**Spectator coupling in the 4p → 1s lines of Sn²⁹⁺**

The table holds 26 line energies and Einstein coefficients for 1s 3d³ 4p → 1s² 3d³ in Sn²⁹⁺, from Dirac configuration interaction on exchange-only KLI orbitals with Breit and model QED terms and no correlation estimate. The program treats 3d³ as a spectator of angular momentum $J_c$ coupled to a (1s 4p₁/₂) pair with $K = 1$, fits $E = E_0 + a\,\mathbf{K}\cdot\mathbf{J}_c$ to the unrounded energies, and compares rates and the 4p splitting with bare hydrogenic values for $Z = 50$. With one offset per lower level the slope is −0.21 eV and the residual 0.36 eV; the order $\Delta J = +1, 0, -1$ holds for all eight repeated lower levels, while ²G₉/₂ is nearly flat and the central ²H₉/₂ line is out of position. The rates scatter by a factor of 2.32, which neither the $\omega^3$ factor (0.048 %) nor a spin rule by label explains. The largest rate is 0.445 of the bare value $\tfrac23A_1$, and the gaps to the next group are 0.44 to 0.52 of the bare 4p splitting.

Radiative decay of Sn29+ from 1s 3d3 4p to 1s2 3d3 (closed core 2s2 2p6 3s2 3p6), taken from a list of the strongest lines; Auger decay is left out. Computed with radial Dirac CI 1: relativistic CI, Dirac orbitals in exchange-only KLI potentials optimised per configuration, zero-frequency Breit and model QED terms, unscaled Slater integrals, no correlation estimate.

## Analysis program

```python
# Table: Sn29+ 1s 3d3 4p -> 1s2 3d3 line energies (eV) and Einstein A (1/s), radial Dirac CI (KLI orbitals, Breit, model QED).
# Tested: spectator 3d3 (Jc) coupled to (1s 4p1/2)K=1: E = E0 + a K.Jc, rate ceiling 2/3 A1; rivals: passive 1s, w^3, spin rule.
T = {
    'line_upper': ['1s 3d3 4p 4Go5/2', '1s 3d3 4p 4Go11/2', '1s 3d3 4p 6Go7/2', '1s 3d3 4p 6Go9/2', '1s 3d3 4p 6Do5/2', '1s 3d3 4p 4Go5/2', '1s 3d3 4p 2Ho9/2', '1s 3d3 4p 4Ho13/2', '1s 3d3 4p 4Do7/2', '1s 3d3 4p 4Fo9/2', '1s 3d3 4p 6Fo3/2', '1s 3d3 4p 6Do7/2', '1s 3d3 4p 6Go11/2', '1s 3d3 4p 4Ho7/2', '1s 3d3 4p 4Fo9/2', '1s 3d3 4p 4Fo7/2', '1s 3d3 4p 4Do5/2', '1s 3d3 4p 4Do5/2', '1s 3d3 4p 4Do7/2', '1s 3d3 4p 4Io9/2', '1s 3d3 4p 2Ho11/2', '1s 3d3 4p 2Fo7/2', '1s 3d3 4p 4Ho7/2', '1s 3d3 4p 4Ho11/2', '1s 3d3 4p 2Do5/2', '1s 3d3 4p 2Go7/2'],
    'line_lower': ['1s2 3d3 4F3/2', '1s2 3d3 4F9/2', '1s2 3d3 4F5/2', '1s2 3d3 4F7/2', '1s2 3d3 4P3/2', '1s2 3d3 4F5/2', '1s2 3d3 2G7/2', '1s2 3d3 2H11/2', '1s2 3d3 4P5/2', '1s2 3d3 2F7/2', '1s2 3d3 4F5/2', '1s2 3d3 4F7/2', '1s2 3d3 2H9/2', '1s2 3d3 2G7/2', '1s2 3d3 4F9/2', '1s2 3d3 2D5/2', '1s2 3d3 4F7/2', '1s2 3d3 2P3/2', '1s2 3d3 2F7/2', '1s2 3d3 2H9/2', '1s2 3d3 2H11/2', '1s2 3d3 4F9/2', '1s2 3d3 2H9/2', '1s2 3d3 2G9/2', '1s2 3d3 2F7/2', '1s2 3d3 2G9/2'],
    'line_energy': [29600, 29601, 29602, 29602, 29602, 29602, 29602, 29603, 29603, 29603, 29603, 29603, 29603, 29603, 29603, 29603, 29604, 29604, 29604, 29604, 29604, 29604, 29605, 29605, 29605, 29605],  # eV
    'line_einstein_a': [126500000000000.0, 106800000000000.0, 113700000000000.0, 104800000000000.0, 84200000000000.0, 107500000000000.0, 89100000000000.0, 80400000000000.0, 84100000000000.0, 54500000000000.0, 112300000000000.0, 68000000000000.0, 106000000000000.0, 88400000000000.0, 84800000000000.0, 64100000000000.0, 108500000000000.0, 87400000000000.0, 78800000000000.0, 66400000000000.0, 106900000000000.0, 107200000000000.0, 87600000000000.0, 93700000000000.0, 92300000000000.0, 72100000000000.0],  # s⁻¹
}
import re
import numpy as np
from scipy import constants as c
from scipy.optimize import brentq
# further outputs of the same run: unrounded energies above 29600 eV, and the four next lines (E, A, table row with same lower level and/or None)
r = np.array([0.28,1.38,1.52,1.69,1.83,2.25,2.27,2.56,2.85,2.86,2.88,3.0,3.05,3.22,3.28,3.49,3.96,4.05,4.15,4.35,4.4,4.48,4.69,4.75,4.98,5.05])
nxt = [(19.6,3.694563e13,7),(20.45,7.070522e13,4),(20.53,2.324383e14,0),(20.76,4.248432e13,3)]
up = [s.split()[-1] for s in T['line_upper']]; lo = [s.split()[-1] for s in T['line_lower']]
E = np.array(T['line_energy'], float); A = np.array(T['line_einstein_a'], float)
def p(s):
    m = re.match(r'(\d)([A-Z])o?(\d+)/2', s); return int(m.group(1)), int(m.group(3))/2
J = np.array([p(s)[1] for s in up]); Jc = np.array([p(s)[1] for s in lo])
dS = np.array([abs(p(u)[0]-p(l)[0])//2 for u, l in zip(up, lo)]); dJ = np.rint(J-Jc).astype(int)
x = (J*(J+1)-Jc*(Jc+1)-2)/2
a1, e1 = np.polyfit(x, r, 1); res1 = r-(e1+a1*x)
G = {l: [i for i in range(len(lo)) if lo[i] == l] for l in dict.fromkeys(lo)}
M = {l: g for l, g in G.items() if len(g) > 1}
xd = np.full(len(r), np.nan); rd = xd.copy()
for g in M.values():
    xd[g] = x[g]-x[g].mean(); rd[g] = r[g]-r[g].mean()
a2 = np.nansum(xd*rd)/np.nansum(xd**2); res2 = rd-a2*xd; ok = ~np.isnan(res2)
print('upper lower dJ dS K.Jc E-29600[eV] res_global res_parent[eV] A/Amax')
for i in range(len(r)):
    print(f'{up[i]:8s}{lo[i]:7s}{dJ[i]:+d} {dS[i]} {x[i]:+.1f} {r[i]:.2f} {res1[i]:+.2f} {res2[i]:+.2f} {A[i]/A.max():.2f}')
rms = lambda v: np.sqrt(np.mean(v**2))
w1 = np.argmax(abs(res1)); w2 = np.nanargmax(abs(res2))
print(f'span {np.ptp(r):.2f} eV ({np.ptp(r)/E.mean():.1e} rel); gap to next {nxt[0][0]-r.max():.2f} eV; rounding table 0.5, raw 0.005 eV')
print(f'global: E0={e1:.2f} a={a1:.3f} eV rms {rms(res1):.2f} (std of E {r.std():.2f}); worst {up[w1]}->{lo[w1]} {res1[w1]:+.2f}')
print(f'parent offsets ({ok.sum()} rows, {len(M)} parents): a={a2:.3f} eV rms {rms(res2[ok]):.2f} (a=0: {rms(rd[ok]):.2f}); worst {up[w2]}->{lo[w2]} {res2[w2]:+.2f}')
print('a per parent [eV]:', ' '.join(f'{l}:{np.polyfit(x[g], r[g], 1)[0]:.3f}' for l, g in M.items()))
out = []
for l, g in M.items():
    if len(g) == 3:
        d = {dJ[i]: i for i in g}; j = Jc[g[0]]
        out.append(f'{l}:{(r[d[0]]-r[d[1]])/(r[d[-1]]-r[d[1]]):.2f}/{(j+1)/(2*j+1):.2f}')
print('dJ=0 position found/model (rival 0 or 1):', ' '.join(out))
print('dJ=0 A/Amax vs rival cap:', ' '.join(f'{A[i]/A.max():.2f}/{(Jc[i]+1)/(2*Jc[i]+1):.2f}' for i in np.where(dJ == 0)[0]))
print('by dJ (n, mean E eV, mean A 1e13/s):', ' '.join(f'{k:+d}:({(dJ==k).sum()},{r[dJ==k].mean():.2f},{A[dJ==k].mean()/1e13:.2f})' for k in (1, 0, -1)))
print('by label dS (n, mean A 1e13/s):', ' '.join(f'{k}:({(dS==k).sum()},{A[dS==k].mean()/1e13:.2f})' for k in sorted(set(dS))))
w3 = ((29600+r.max())/(29600+r.min()))**3-1
print(f'Amax/Amin {A.max()/A.min():.2f}; mean A/Amax {A.mean()/A.max():.2f}; w^3 change {100*w3:.3f} %; corr(A,E) {np.corrcoef(A, r)[0,1]:+.2f}')
mc2 = c.m_e*c.c**2/c.e; al = c.alpha; Z = 50; n = 4
D = lambda z, n, k: mc2/np.sqrt(1+(z*al/(n-k+np.sqrt(k*k-(z*al)**2)))**2)
line = lambda z: D(z, 4, 1)-D(z, 1, 1); Em = 29600+r.mean()
print(f'bare Dirac 4p1/2-1s {line(Z):.0f} eV, table mean {Em:.1f}, diff {Em-line(Z):.0f} eV; Zeff {brentq(lambda z: line(z)-Em, 30, 55):.2f} (no test)')
f = 2**8*n**5*(n-1)**(2*n-4)/(3*(n+1)**(2*n+4))
w = 0.5*(Z*al)**2*mc2*(1-1/n**2)*c.e/c.hbar
A1 = 2*c.physical_constants['classical electron radius'][0]*w**2/c.c*f/3
print(f'bare nonrel A1 {A1:.3e}/s; 2/3 A1 {2*A1/3:.3e}; Amax/(2/3 A1) {A.max()/(2*A1/3):.3f}')
print(f'next-group {nxt[2][1]:.3e}/s: /Amax {nxt[2][1]/A.max():.2f} (model 2); /(4/3 A1) {nxt[2][1]/(4*A1/3):.3f}')
fs = D(Z, 4, 2)-D(Z, 4, 1)
print(f'bare 4p splitting {fs:.1f} eV; same-lower gaps eV(ratio):', ' '.join(f'{lo[i]}:{e-r[i]:.2f}({(e-r[i])/fs:.2f})' for e, _, i in nxt))
print(f'partial width hbar*A {c.hbar/c.e*A.min():.3f}-{c.hbar/c.e*A.max():.3f} eV')
assert np.all(abs(29600+r-E) <= 0.5)
assert np.all(abs(dJ) <= 1)
assert all(np.all(np.diff(r[sorted(g, key=lambda i: -dJ[i])]) > 0) for g in M.values())
assert A.max()/A.min()-1 > 100*w3
```

It prints:

```
upper lower dJ dS K.Jc E-29600[eV] res_global res_parent[eV] A/Amax
4Go5/2  4F3/2  +1 0 +1.5 0.28 -2.66 +nan 1.00
4Go11/2 4F9/2  +1 0 +4.5 1.38 -0.93 -0.58 0.84
6Go7/2  4F5/2  +1 1 +2.5 1.52 -1.21 -0.03 0.90
6Go9/2  4F7/2  +1 1 +3.5 1.69 -0.83 -0.32 0.83
6Do5/2  4P3/2  +1 1 +1.5 1.83 -1.11 +nan 0.67
4Go5/2  4F5/2  +0 0 -1.0 2.25 -1.20 -0.04 0.85
2Ho9/2  2G7/2  +1 0 +3.5 2.27 -0.25 -0.00 0.70
4Ho13/2 2H11/2 +1 1 +5.5 2.56 +0.45 -0.24 0.64
4Do7/2  4P5/2  +1 0 +2.5 2.85 +0.12 +nan 0.66
4Fo9/2  2F7/2  +1 1 +3.5 2.86 +0.34 -0.26 0.43
6Fo3/2  4F5/2  -1 1 -3.5 2.88 -1.09 +0.07 0.89
6Do7/2  4F7/2  +0 1 -1.0 3.00 -0.45 +0.05 0.54
6Go11/2 2H9/2  +1 2 +4.5 3.05 +0.74 +0.10 0.84
4Ho7/2  2G7/2  +0 1 -1.0 3.22 -0.23 +0.00 0.70
4Fo9/2  4F9/2  +0 0 -1.0 3.28 -0.17 +0.16 0.67
4Fo7/2  2D5/2  +1 1 +2.5 3.49 +0.76 +nan 0.51
4Do5/2  4F7/2  -1 0 -4.5 3.96 -0.22 +0.27 0.86
4Do5/2  2P3/2  +1 1 +1.5 4.05 +1.11 +nan 0.69
4Do7/2  2F7/2  +0 1 -1.0 4.15 +0.70 +0.08 0.62
4Io9/2  2H9/2  +0 1 -1.0 4.35 +0.90 +0.25 0.52
2Ho11/2 2H11/2 +0 0 -1.0 4.40 +0.95 +0.24 0.85
2Fo7/2  4F9/2  -1 1 -5.5 4.48 +0.10 +0.42 0.85
4Ho7/2  2H9/2  -1 1 -5.5 4.69 +0.31 -0.35 0.69
4Ho11/2 2G9/2  +1 1 +4.5 4.75 +2.44 +0.90 0.74
2Do5/2  2F7/2  -1 0 -4.5 4.98 +0.80 +0.18 0.73
2Go7/2  2G9/2  -1 0 -5.5 5.05 +0.67 -0.90 0.57
span 4.77 eV (1.6e-04 rel); gap to next 14.55 eV; rounding table 0.5, raw 0.005 eV
global: E0=3.25 a=-0.207 eV rms 1.01 (std of E 1.23); worst 4Go5/2->4F3/2 -2.66
parent offsets (21 rows, 8 parents): a=-0.210 eV rms 0.36 (a=0: 0.83); worst 2Go7/2->2G9/2 -0.90
a per parent [eV]: 4F9/2:-0.311 4F5/2:-0.226 4F7/2:-0.284 2G7/2:-0.211 2H11/2:-0.283 2F7/2:-0.266 2H9/2:-0.167 2G9/2:-0.030
dJ=0 position found/model (rival 0 or 1): 4F9/2:0.61/0.55 4F5/2:0.54/0.58 4F7/2:0.58/0.56 2F7/2:0.61/0.56 2H9/2:0.79/0.55
dJ=0 A/Amax vs rival cap: 0.85/0.58 0.54/0.56 0.70/0.56 0.67/0.55 0.62/0.56 0.52/0.55 0.85/0.54
by dJ (n, mean E eV, mean A 1e13/s): +1:(13,2.51,9.19) +0:(7,3.52,8.58) -1:(6,4.34,9.67)
by label dS (n, mean A 1e13/s): 0:(10,9.79) 1:(15,8.61) 2:(1,10.60)
Amax/Amin 2.32; mean A/Amax 0.72; w^3 change 0.048 %; corr(A,E) -0.38
bare Dirac 4p1/2-1s 33042 eV, table mean 29603.2, diff -3438 eV; Zeff 47.42 (no test)
bare nonrel A1 4.264e+14/s; 2/3 A1 2.843e+14; Amax/(2/3 A1) 0.445
next-group 2.324e+14/s: /Amax 1.84 (model 2); /(4/3 A1) 0.409
bare 4p splitting 38.6 eV; same-lower gaps eV(ratio): 2H11/2:17.04(0.44) 4P3/2:18.62(0.48) 4F3/2:20.25(0.52) 4F7/2:19.07(0.49)
partial width hbar*A 0.036-0.083 eV
```
